**Question**

Two scales run through this atomic test of a PBE, scalar-relativistic titanium pseudopotential: tens of meV, about 0.1 % of the excitation energy, and 1.4 to 3.7 eV, 3 to 9 % of it. Each test configuration is measured from the ion Ti³⁺ 3d¹; the excitation error is the all-electron energy minus the pseudo-atom energy, and no row is spin polarised.

Tests of a separable Troullier-Martins pseudopotential for Ti (ld1.x 7.5, PBE, scalar-relativistic), with a [Ne] core, no core correction, and 3s, 3p and 3d waves matched at 1.7, 0.95 and 1.55 bohr. The local part is the all-electron potential smoothed inside 0.8 bohr. Energies are relative to Ti³⁺ 3s2 3p6 3d1; errors are all-electron minus pseudo.

| test configuration | test spin polarised | excitation energy all-electron (eV) | excitation error (meV) |
| --- | --- | --- | --- |
| 3s2 3p6 3d2 4s2 4p0 | no | -47.867 | 2177 |
| 3s2 3p6 3d2 4s1 4p0 | no | -40.521 | 1573 |
| 3s2 3p6 3d2 4s0 4p0 | no | -26.948 | 36.42 |
| 3s2 3p6 3d1 4s2 4p1 | no | -43.195 | 3704 |
| 3s2 3p6 3d2 4s0 4p2 | no | -41.580 | 51.76 |
| 3s2 3p6 3d2 4s0 4p1 | no | -36.744 | 48.87 |
| 3s2 3p6 3d2.5 4s1.5 4p0 | no | -47.514 | 1409 |

(a) Which occupation decides the scale, and what does the sign mean? (b) Why does the potential fail there? (c) Why is the error of 3d¹4s²4p¹ far above that of 3d²4s², and that of 3d²·⁵4s¹·⁵ below that of 3d²4s¹? Check the explanation: how closely do the other rows reproduce the 3d¹4s²4p¹ error?

**Model answer**

(a) The 4s occupation decides. The three rows with empty 4s err by 36 to 52 meV at charges +2, +1 and 0; the four with 4s electrons err by eV. The pair 3d²4s² and 3d²4p² settles the matter: both are neutral and both have the same summed square of occupation changes from the reference, yet they err by 2177 and 52 meV. Neither net charge nor distance from the reference explains that. A positive error puts the pseudo-atom too low, so 4s is overbound: removing a 4s electron from 3d²4s² costs 7.95 eV instead of 7.35 eV, 8 % too much.

(b) The s channel is built from one wave, the semicore 3s at −7.0 Ry, matched at 1.7 bohr, well outside its maximum near 0.9 bohr. Norm conservation fixes the logarithmic derivative and its first energy slope at that energy only. The 4s must appear unfitted, as the second s state, several Ry higher. The scattering phases of the same calculation, for Ti³⁺ at 1.9 bohr, show the damage: the s error is −0.0006 rad at −7.08 Ry but reaches 2.3 rad in size between −2.28 and −0.36 Ry, where p and d stay within 0.03 rad.

The direction follows by argument. Read as the arctangent of the scaled logarithmic derivative, a phase must fall with energy, and only all-electron phase plus error does so. The pseudo phase then passes −π, where the second s wave has zero slope at the test radius, near −2.2 Ry against −0.4 Ry (grid 0.48 Ry). The channel is too attractive for its second state, which agrees with the overbinding. That gap is not a level error. The run also gives the 4s level of Ti³⁺ itself: its error is nearly twice the 2.8 eV, or 0.2 Ry, to which the model of (c) extrapolates. That is still far less than the gap, plausibly because a bound 4s lies mostly outside the faulty region, but it shows that the linear model fails at the reference ion.

(c) By Janak's theorem the derivative of the energy with respect to an occupation is the orbital level, so the excitation error is the level error integrated over occupation. With s, d and p the 4s, 3d and 4p occupations, let the 4s level error fall linearly with screening:

δ = D − a·s − b·(d − 2) − g·p

The reasoning is that added electrons make 4s shallower and more diffuse, so less of it samples the core region. Filling 3d and 4p first and 4s last gives

error = background + D·s − a·s²/2 − b·s·(d − 2) − g·s·p,

with a background assumed linear and read from the 4s⁰ rows, 36 meV per added 3d and 12 meV per 4p electron.

The first 4s electron on 3d² adds 1537 meV = D − a/2 and the second 604 meV = D − 3a/2, so a = 933 and D = 2003 meV. For 3d²·⁵4s¹·⁵, 1409 = 55 + 1.5 × 2003 − 1.125 × 933 − 0.75·b gives b ≈ 801 meV. The row 3d¹4s²4p¹ has not been used to fix these constants. With g = 0 it differs from 3d²4s² by the term 2b and the background: (2177 − 36) + 2 × 801 + 12 = 3755 meV, against 3704 meV, 1.4 % too high. This closeness does not confirm the constants. The run's 4s levels show that the level error also falls as 4p fills, so g is above zero, and that at Ti³⁺ it is nearly twice what the model gives. Leaving out g makes the estimate too high, the straight line down to 3d¹ makes it too low, and in this row the two largely cancel.

What survives is the direction: the level error falls with screening, and both irregular rows come mainly from the 3d count. The compact 3d shell, peaking near 0.9 bohr, screens 4s efficiently. On the screening argument, moving one 3d electron out to the diffuse 4p, which also screens 4s but less, pulls both 4s electrons inward, and the error rises by 1.5 eV; adding half an electron takes about 0.6 eV off, enough to bring 1.5 4s electrons below the single one of the cation. Extrapolated, 3d³4s¹ would err by 73 + 2003 − 466 − 801, about 0.8 eV; this is a guess outside the fitted range, from a linear form that already fails at Ti³⁺.

**Remarks on the reasoning**

The numbers show the link to 4s, its sign, and the dependence on 3d. That screening acts through the weight of 4s in the core region is argued, not isolated. Setting g to zero was a choice made with the table in view, and the run's 4s levels in the 4s⁰ rows contradict it: their error falls with each 4p electron added. The model also gives little more than half the 4s level error of Ti³⁺. Within the table it has three constants for four rows, so it faces one consistency check and makes no forecast. Its miss of 51 meV is far above the 0.5 meV to which these errors are printed, and moves between 27 and 51 meV with the choice of background. It is also odd that in the fit 4s screens itself more strongly than the compact 3d shell does (a = 933 against b = 801 meV); curvature left out of the model may be the cause. The constant b is read between d = 2 and 2.5 and then used down to d = 1; a level error that flattens as screening grows would rise faster on that side and would need g > 0 to meet the same row. The 4s levels point to just that: a larger error at Ti³⁺ together with g > 0. The 1.4 % agreement thus rests on faults that cancel, and neither the order of a and b nor the small g implied in the printed output deserves a physical reading. Simpler models fitted to the four 4s rows fail clearly: proportionality to the 4s count misses a row by 48 %, equal screening by all outer electrons by 27 %. The printed output below gives the fits.

An answer that blames the single projector alone is incomplete, since the p channel also has one, at 0.95 bohr, and describes 4p removal to 0.13 % or better. The large s radius, the separable form and the deep local potential may each contribute, and one potential cannot apportion the blame. Its settings were drawn at random, in a collection where many potentials are poor on purpose, so errors of this size say nothing about titanium pseudopotentials in general. A frozen [Ne] core or the absent core correction is an unlikely source of eV errors, because the 4s⁰ rows span three charge states within 52 meV, though cancellation is possible. That no bound ghost was found does not certify the 4s region, and the s error near −π at 4.92 Ry, though only 0.1 rad modulo π, means by the reading in (b) that the pseudo-atom has by then passed one s state more than the all-electron atom: its phase crosses −2π near 1.56 Ry, which the all-electron phase never reaches in this range. One projector on a deep local potential is a known source of such states, because the separable levels interlace with those of the local potential; the local levels are not among the outputs, so this remains a suspicion, to be tested by regenerating with a larger local radius or a second s projector.

Errors matter most in small differences: moving half an electron from 4s to 3d costs 0.35 eV with all electrons and 1.12 eV in the pseudo-atom. That fractional row is a probe and no eigenstate, and without spin polarisation such energies are not spectroscopic ones. They show a distorted s–d balance in the atom; they do not give the error in a solid.

Numerical output:

```
row | charge | err meV | % of |E| | err per 4s meV | sum dn^2
3d2 4s2 4p0 | +0 | 2177.0 | 4.55 | 1088 | 5.00
3d2 4s1 4p0 | +1 | 1573.0 | 3.88 | 1573 | 2.00
3d2 4s0 4p0 | +2 | 36.4 | 0.14 | - | 1.00
3d1 4s2 4p1 | +0 | 3704.0 | 8.58 | 1852 | 5.00
3d2 4s0 4p2 | +0 | 51.8 | 0.12 | - | 5.00
3d2 4s0 4p1 | +1 | 48.9 | 0.13 | - | 2.00
3d2.5 4s1.5 4p0 | +0 | 1409.0 | 2.97 | 939 | 4.50
rounding floor: 0.5 meV (4s rows), 0.005 meV (4s0 rows), 0.5 meV (energies)
smallest 4s error / largest 4s0 error = 27.2
d2s2 / d2p2 error ratio (same charge, same dn^2) = 42.1
step | AE eV | pseudo eV | pseudo-AE meV | %
remove 4s from d2s2 | 7.346 | 7.950 | +604.0 | +8.22
remove 4s from d2s1 | 13.573 | 15.110 | +1536.6 | +11.32
remove 4p from d2p2 | 4.836 | 4.839 | +2.9 | +0.06
remove 4p from d2p1 | 9.796 | 9.808 | +12.4 | +0.13
d2s2->d2.5s1.5 | 0.353 | 1.121 | +768.0 | +217.56
d2s2->d1s2p1 | 4.672 | 3.145 | -1527.0 | -32.68
d2s2->d2p2 | 6.287 | 8.412 | +2125.2 | +33.80
1st/2nd 4s electron: error ratio 2.54, AE binding ratio 1.85
assumed background: 36.4 meV per added 3d, 12.4 meV per 4p
order of 4s rows: ['3d2 4s2 4p0', '3d2 4s1 4p0', '3d1 4s2 4p1', '3d2.5 4s1.5 4p0']
D,a,b (g=0): par meV [1993.  926.  780.] resid meV [-6. -6.  3.  8.] worst 0.6%
proportional to n4s: par meV [1354.] resid meV [ 567. -183. -984.  677.] worst 48.0%
D,k equal screening: par meV [2243.  884.] resid meV [ 577.  264. -974.  352.] worst 26.5%
hold-out d1s2p1, background assumed: D 2003 a 933 b 801, predicted 3755, miss +51 meV (1.4%), implied g 26
hold-out d1s2p1, background constant d2 value: D 2003 a 933 b 777, predicted 3731, miss +27 meV (0.7%), implied g 13
hold-out d1s2p1, background none: D 2058 a 969 b 783, predicted 3743, miss +39 meV (1.0%), implied g 19
d2.5s1.5 if d were 2: 1992 meV; 3d screening term -601 meV; actual minus d2s1 -164 meV
d1s2p1 minus d2s2: actual 1527 meV, model 2b = 1602 meV
s phase AE+err rad [-1.1, -2.03, -2.22, -2.86, -4.24, -4.68, -4.86, -4.99, -5.13, -5.33, -5.69, -6.29, -7.71] falls throughout: True
s phase AE-err rad [-1.1, -1.84, -1.77, -1.29, -0.15, -0.09, -0.54, -1.36, -2.23, -2.72, -2.79, -2.45, -1.64] falls throughout: False
s phase passes -pi at: AE -0.39 Ry, pseudo -2.18 Ry, gap 1.79 Ry (grid 0.48 Ry); pseudo -2pi at 1.56 Ry
max |phase error| -2.28..-0.36 Ry: s 2.296 p 0.0253 d 0.0073 rad
s error modulo pi at 4.92 Ry: 0.104 rad
```
